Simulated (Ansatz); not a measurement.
## MgSn5: energy above lowest point against volume scale

Results calculated with Ansatz 0.2.0, not measured. Free energy against uniform scaling of the volume at fixed shape and fractions; periodic cell, basis, potentials, k mesh and filling as listed.

The cell before it is scaled or strained (space group P-62m, No. 189):
```
cell vectors (Å)
   5.6689     0.0000     0.0000
  -2.8345     4.9095     0.0000
   0.0000     0.0000     5.6359
atoms (fractions of the cell vectors)
Mg  0.00000  0.00000  0.50000
Sn  0.67000  0.00000  0.00000
Sn  0.33000  0.33000  0.00000
Sn  0.00000  0.67000  0.00000
Sn  0.66667  0.33333  0.50000
Sn  0.33333  0.66667  0.50000
```

Settings of every row: functional LDA; dispersion none; potentials PAW; wave cutoff 500 eV; density cutoff 2000 eV; k mesh 5x5x4; k shift 0x0x0; occupations methfessel paxton; smearing width 0.1 eV; spin none; SCF threshold exponent -9.

Limits: coarse k mesh, up to 40 meV an atom off; the cell comes from a prototype or a list of computed structures and needn't be the stable phase.

```csv
row,volume scale,V (Å³/atom),energy above lowest point (meV/atom)
1,0.9406,24.59,0
2,0.9703,25.366,?
3,1,26.143,11
4,1.0297,26.919,26.5
5,1.0594,27.695,47
```

Question: what energy above lowest point should row 2 give?

Worked fit of energy above lowest point. Take u = (V_r/V)^(2/3) − 1 with V_r = 26.531 Å³ an atom, which is twice the finite (Eulerian) strain; such expansions in the strain, on which the Birch-Murnaghan equation of state is built, carry the rest volume and the bulk modulus. The shown rows have u = 0.05195, 0.00987, -0.00963, -0.02822. Least squares give energy above lowest point = 18.02 − 788.4 × u + 8495 × u² meV/atom; a straight line predicts inner rows, each left out in turn, worse (root mean square 8.3 against 0.2 meV/atom). The rows lie off it by 0.0, -0.1, 0.1, 0.0. Its lowest point lies at u = 0.0464, or V = 24.79 Å³ an atom, and the curvature there gives the bulk modulus at fixed shape and fractions, B = (4/9)(1 + u)² E″(u)/V = 53.4 GPa. Letting shape and atoms relax would as a rule lower it, by much in layered, chain or molecular crystals. The withheld row has u = 0.03039, so the fit gives 18.02 − 788.4 × (0.03039) + 8495 × (0.03039)² = 1.9 meV/atom.

The calculation gave 1.8 meV/atom. The fit lies 0.1 meV/atom (5.6 % of the value, 0.21 % of the column's range) above it, one unit of the last digit.
